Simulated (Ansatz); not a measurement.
## CaSi: pressure against volume ratio

Results calculated with Ansatz 0.2.0, not measured. Plane-wave density functional theory, PAW datasets, Gaussian smearing 0.05 eV: equation of state, the given cell scaled in volume with shape and atoms relaxed at each volume.

The cell before it is scaled or strained (space group Cmcm, No. 63):
```
cell vectors (Å)
   2.2363    -5.3266     0.0000
   2.2363     5.3266     0.0000
   0.0000     0.0000     3.8646
atoms (fractions of the cell vectors)
Ca  0.86060  0.13940  0.25000
Ca  0.13940  0.86060  0.75000
Si  0.56920  0.43080  0.25000
Si  0.43080  0.56920  0.75000
```

Settings of every row: paw set soft_2; functional PBEsol; spin treatment none; moment partition spheres; spin axis none; wave cutoff 420 eV; k mesh 8x8x8; symmetry use detected.

Atom hubbard u: 0 on all atoms.

```
row  volume ratio  V (Å³/atom)  pressure (GPa)  energy above given cell (meV per atom)
  1          0.96       22.097           2.511                                    6.95
  2          0.98       22.557           1.191                                    1.67
  3             1       23.018               ?                                       ?
  4          1.02       23.478          -1.072                                    1.57
  5          1.04       23.938          -2.031                                    6.06
```

Question: what pressure should row 3 give?

Worked fit of pressure. Take u = (V_r/V)^(2/3) − 1 with V_r = 23.017 Å³ an atom, which is twice the finite (Eulerian) strain; such expansions in the strain, on which the Birch-Murnaghan equation of state is built, carry the rest volume and the bulk modulus. The shown rows have u = 0.02757, 0.01355, -0.01313, -0.02582. Least squares give pressure = 0.0005 + 84.678 × u + 231.9 × u² GPa; a straight line predicts inner rows, each left out in turn, worse (root mean square 0.095 against 0.0015 GPa). The rows lie off it by 0.000, 0.001, -0.001, 0.000. The pressure vanishes at u = -0.0000, or V = 23.02 Å³ an atom, and there the bulk modulus with shape and atoms relaxed is B = −V dP/dV = (2/3)(1 + u) dP/du = 56.4 GPa. The withheld row has u = -3e-05, so the fit gives 0.0005 + 84.678 × (-3e-05) + 231.9 × (-3e-05)² = -0.002 GPa.

The calculation gave -0.001 GPa. The fit lies 0.001 GPa (100 % of the value, 0.022 % of the column's range) below it, one unit of the last digit.

The other values of row 3: energy above given cell 0 meV per atom.
